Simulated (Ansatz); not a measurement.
Ionic part of the dielectric constant of BN at 5 GPa, mode by mode

All numbers below come from DFT LDA, scalar-relativistic, plane waves, PAW in Ansatz 0.2.0. Cutoff 420 eV, 12×12×4 k-points (Γ-centred), fixed occupations. No spin polarisation. Phonons by linear response, acoustic sum rule imposed.

The structure is hexagonal, space group P6_3/mmc (No. 194). Conventional cell: a = 2.480 Å, b = 2.480 Å, c = 5.891 Å, α = 90.00°, β = 90.00°, γ = 120.00°. B (site symmetry -6m2) is surrounded by 3 N at 1.43 Å. N (site symmetry -6m2) is surrounded by 3 B at 1.43 Å.

The crystal is built of layers and no dispersion correction was added, so the binding between them is poorly described, and with it their spacing and whatever depends on it.

The primitive cell has V = 31.38 Å³ and ε∞,yy = 5.209. Each polar mode adds Δε = (4.92064×10⁷/V)·S/ν² along y, with S its oscillator strength in e²/amu, ν in cm⁻¹ and V in Å³.

Question: From these modes, find each Δε and ε0,yy.
```tsv
ν (cm⁻¹)	S_yy (e²/amu)
1402.6	2.419
```

Answer:
```csv
ν (cm⁻¹),Δε
1402.6,1.93
```

The sum is 1.928, so ε0,yy = 7.14; the run's tensor has 7.14.

Question: Where do the longitudinal modes lie for a wave vector along y?

Answer: At 1642 cm⁻¹. The Lyddane–Sachs–Teller product Π(ν_LO/ν_TO)² = 1.37 matches ε0/ε∞ = 1.37.

Cost: 1 run of about 0.84 core-minutes, on Intel Xeon Platinum 8488C (Sapphire Rapids) (shared hosts).

The in-plane static response of BN remains mainly electronic: the lattice adds 1.93 to an ε∞,yy of 5.209. All of this ionic part comes from one mode, in which the boron and nitrogen sublattices move against each other with the layers in phase. In the antiphase counterpart the layer dipoles cancel, so it adds nothing. The B–N electronegativity difference and the charge that shifts as the bonds stretch make the mode strongly polar, but stiff sp² bonds between light atoms put it at 1402.6 cm⁻¹, and the inverse-square dependence on frequency keeps its contribution modest. The same polarity appears in the rise to 1642 cm⁻¹ for the longitudinal mode, where the macroscopic field adds a restoring force. With a single polar mode, the Lyddane–Sachs–Teller agreement shows internal consistency rather than accuracy against experiment. Hexagonal symmetry extends the result to every in-plane direction, but not to the layer normal, where a softer out-of-plane vibration governs the ionic response.
